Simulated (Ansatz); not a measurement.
# Abstraction of Br: SiH2(SiH3)Br + C2H2F → SiH3(SiH2) + C2H2BrF

Species: SiH2(SiH3)Br, singlet; C2H2F `C=[C]F`, doublet; SiH3(SiH2), doublet; C2H2BrF `C=C(F)Br`, singlet. A radical takes Br: the energy is the difference in strength between the Si–Br bond broken and the C–Br bond made.

Shapes, held fixed at every level: PBE0-D4/def2-TZVP. Programs: Ansatz 0.2.0. Electronic energies: no zero-point or thermal term.

```tsv
level	kind	ΔE (kJ/mol)	CPU time (sum over the molecules)
HF/def2-SVP	Hartree–Fock	+85.3	–
HF/def2-TZVPP	Hartree–Fock	+88.4	–
PBE-D4/def2-TZVPP	GGA	+29.0	24 s
B3LYP-D4/def2-TZVPP	global hybrid	+41.6	39 s
wB97M-V/def2-TZVPP	range-separated hybrid	+42.6	1.7 min
wB97X-V/def2-TZVPP	range-separated hybrid	+45.4	79 s
B2PLYP/def2-TZVPP	double hybrid	+41.2	56 s
```

B2PLYP/def2-TZVPP gives ΔE = +41.2 kJ/mol; the levels span +29.0 to +88.4. The median of the levels is +42.6. No measured value is set beside it here. Spin contamination: C2H2F (⟨S²⟩ up to 0.93). Open shells run unrestricted unless RO is named. Relativity is left out for Br unless named. Correlated rows may include outer-core shells of Br, which these sets cover unevenly. Times are processor times on shared x86 and Arm servers, and rough.

Bromine transfer from silicon to the fluorovinyl radical is uphill at every level, so the Si–Br bond broken is stronger than the C–Br bond made. The main reason is the electropositive character of silicon: the Si–Br bond is strongly polar and gains a large ionic contribution, with some further help from donation of bromine lone pairs into silicon-centred σ* orbitals. The C–Br bond is much less polar, and even the favourable overlap of an sp²-type carbon orbital doesn't make up the difference.

The hybrids and the double hybrid lie close together, from +41.2 to +45.4 kJ/mol, whereas Hartree–Fock roughly doubles the cost, probably because missing correlation penalises the bromoalkene more than the fluorovinyl radical. The sign is therefore secure across these methods, the size less so. Read in reverse, the result matches the familiar use of silyl radicals to take bromine from organic bromides, a reaction driven by formation of the Si–Br bond. How fast either direction runs depends on the barrier, which these reaction energies don't give.
